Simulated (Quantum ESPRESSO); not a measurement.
# Work function, top-layer force and surface energy of Mg(0001) films of two to eight layers with PBE

A magnesium atom has a filled 3s shell, and the solid is a metal only because the 3s and 3p bands overlap. Its bonding therefore depends on how many neighbours an atom has, and a thin film has many atoms that lack some. The question is how the work function, the force on the top layer and the surface energy change as layers are added. This matters for electron-injecting contacts, where the work function helps to set the barrier, and for choosing a slab thick enough to stand for a surface. The work function is measured from the Fermi level to the vacuum outside the slab, the force along the outward normal, and the excess energy against a straight line through the energies of the thicker slabs.

## Calculations

Quantum ESPRESSO 7.5 (pw.x), driven by a script. Symmetric 1×1 slabs of Mg(0001) (hcp) at the tabulated measured lattice constant, atoms at bulk places, 7.5 Å of empty space on each side as the script builds them, with open boundaries by the effective screening medium. Mesh 12×12×1 for all thicknesses, Marzari-Vanderbilt smearing of 0.02 Ry, spin-paired, no spin-orbit coupling. PBE, GBRV ultrasoft: cutoffs 40 and 200 Ry; PBE, SG15 norm-conserving: cutoffs 60 and 240 Ry. The excess energy is the slab's energy less the number of layers times the slope of a straight line through the thicker slabs; it is twice the surface energy per cell.

Notes on method and selection:

- Confinement between the two faces quantises the states along the normal, so values can oscillate with thickness.
- The measured lattice constant is no functional's own, which adds to the force.
- Runs in which the search for lower states was switched off are not listed.
- Runs that did not converge, have known faults or may not be shown are not listed, and runs on Ansatz's PAW sets soft_1 and soft_2 are kept to separate tables.

Columns:

- layers: number of atomic layers.
- Φ (eV): work function: vacuum level outside the slab less the Fermi level.
- force (eV/Å): force on the top atom along the outward normal; negative pulls it inwards.
- excess energy (meV): excess energy of the slab, both faces, per 1×1 cell.

## Results

| member | layers | Φ (eV), PBE, GBRV ultrasoft | Φ (eV), PBE, SG15 norm-conserving | force (eV/Å), PBE, GBRV ultrasoft | force (eV/Å), PBE, SG15 norm-conserving | excess energy (meV), PBE, GBRV ultrasoft | excess energy (meV), PBE, SG15 norm-conserving |
| --- | --- | --- | --- | --- | --- | --- | --- |
| 2 layers | 2 | 3.739 | 3.743 | 0.0890 | 0.1021 | 651 | 652 |
| 4 layers | 4 | 3.782 | 3.788 | 0.0510 | 0.0382 | 636 | 638 |
| 6 layers | 6 | 3.709 | 3.715 | 0.0278 | 0.0332 | 643 | 645 |
| 8 layers | 8 | 3.653 | 3.653 | 0.0051 | 0.0022 | 636 | 638 |

## Mechanism

The work function first rises and then falls. With the ultrasoft set it gains 3.782 − 3.739 = 0.043 eV from two to four layers and loses 3.782 − 3.653 = 0.129 eV from four to eight. The norm-conserving set gives a gain of 0.045 eV and a loss of 0.135 eV.

The excess energy zigzags: 651, 636, 643 and 636 meV with the ultrasoft set. An error in the slope of the reference line would add a term proportional to thickness. That shifts every step by the same amount and can even turn a rise into a fall, but it cannot make equal steps unequal, so the unevenness of the steps belongs to the slab energies themselves.

Confinement is the likely reason for both patterns. In a box of width D the subbands start at Eₙ = ħ²π²n²/(2mD²). As D grows they sink, and one after another passes below the Fermi level. Each passage changes the filling of the other subbands and the spill-out of charge at the faces, so the energy and the work function can go up or down. An in-plane mesh that is too coarse could add a similar pattern, and both sets share the same mesh.

The force is outward in every row and falls at each step, from 0.0890 to 0.0051 eV/Å with the ultrasoft set. The outward sign fits the chemistry: with fewer neighbours there is less mixing of 3s with 3p, the bonds weaken, and a longer spacing is preferred. Counting neighbours explains only the first part of the fall, however. A top atom has 9 nearest neighbours in every film, while an atom in the second layer has 9 in the bilayer and 12 in the thicker films. That change is complete by four layers, yet the force still drops by 0.0510 − 0.0051 = 0.0459 eV/Å from four to eight. The later drop points to something of longer range, possibly the same confined states, though numerical error in the forces may contribute.

## Departures from the trend

The four-layer film stands out twice. Its work function is the highest in both columns. The mean of its neighbours at two and six layers is (3.739 + 3.709) / 2 = 3.724 eV with the ultrasoft set, and the calculated value lies 0.058 eV above it. With the norm-conserving set the mean is (3.743 + 3.715) / 2 = 3.729 eV and the calculated value lies 3.788 − 3.729 = 0.059 eV above it, so the choice of pseudopotential is not the cause; a subband near the Fermi level at this thickness is a plausible one.

The second oddity is the norm-conserving force on the same film, 0.0382 eV/Å. It lies 0.0128 eV/Å below the ultrasoft value, whereas in the bilayer the norm-conserving force is the higher one by 0.0131 eV/Å. A change of sign at nearly equal size looks numerical rather than chemical. Forces respond to first order to a small error in the self-consistent density and total energies only to second order, so an incompletely converged density could disturb the forces while leaving the excess energies of the two sets within 2 meV of each other.

## Worked examples

**Is an eight-layer slab thick enough for a work function good to 0.05 eV?**
The last step, from six to eight layers, changes it by 3.709 − 3.653 = 0.056 eV with the ultrasoft set and by 3.715 − 3.653 = 0.062 eV with the norm-conserving set. Both exceed the target, and the values have not levelled off. Eight layers cannot be taken as enough.

**How firm is the surface energy?**
Half the excess energy at eight layers is 636 / 2 = 318 meV per surface cell. The reference slope has its own uncertainty. From four to six layers the excess rises by 643 − 636 = 7 meV, or 7 / 2 = 3.5 meV per layer; from six to eight it falls by the same amount. Taking the slope from the last pair alone would lower it by 3.5 meV per layer and raise the eight-layer excess by 8 × 3.5 = 28 meV, to 636 + 28 = 664 meV. The surface energy would then be 664 / 2 = 332 meV, higher by 14 / 318 = 0.04, or about 4%.

**Will the ultrasoft set at 40 Ry do in place of the norm-conserving set at 60 Ry?**
For the work function it will: the largest difference is 0.006 eV, against a change of 0.129 eV between four and eight layers. For the surface energy it will too, since the excess energies differ by at most 2 meV. For small forces neither set is a safe check on the other: at eight layers they give 0.0051 and 0.0022 eV/Å, a ratio of 2.3.

## What to take away

Between two and eight layers, in the even-numbered films listed, the outward force shrinks at every step, though unevenly, while the work function and the excess energy do not settle to a smooth course. The reference line is fitted to the films of four, six and eight layers, so the equal excess energies at its two ends follow from the fit and are no sign of convergence.

The atoms are held at bulk places. Letting them relax would lower the excess energy, though only by a few meV for forces of this size. The measured lattice constant also adds to the force: inward if PBE prefers a smaller lattice, outward if it prefers a larger one. PBE tends to give surface energies of metals that are too low, and the missing dispersion attraction would raise them.
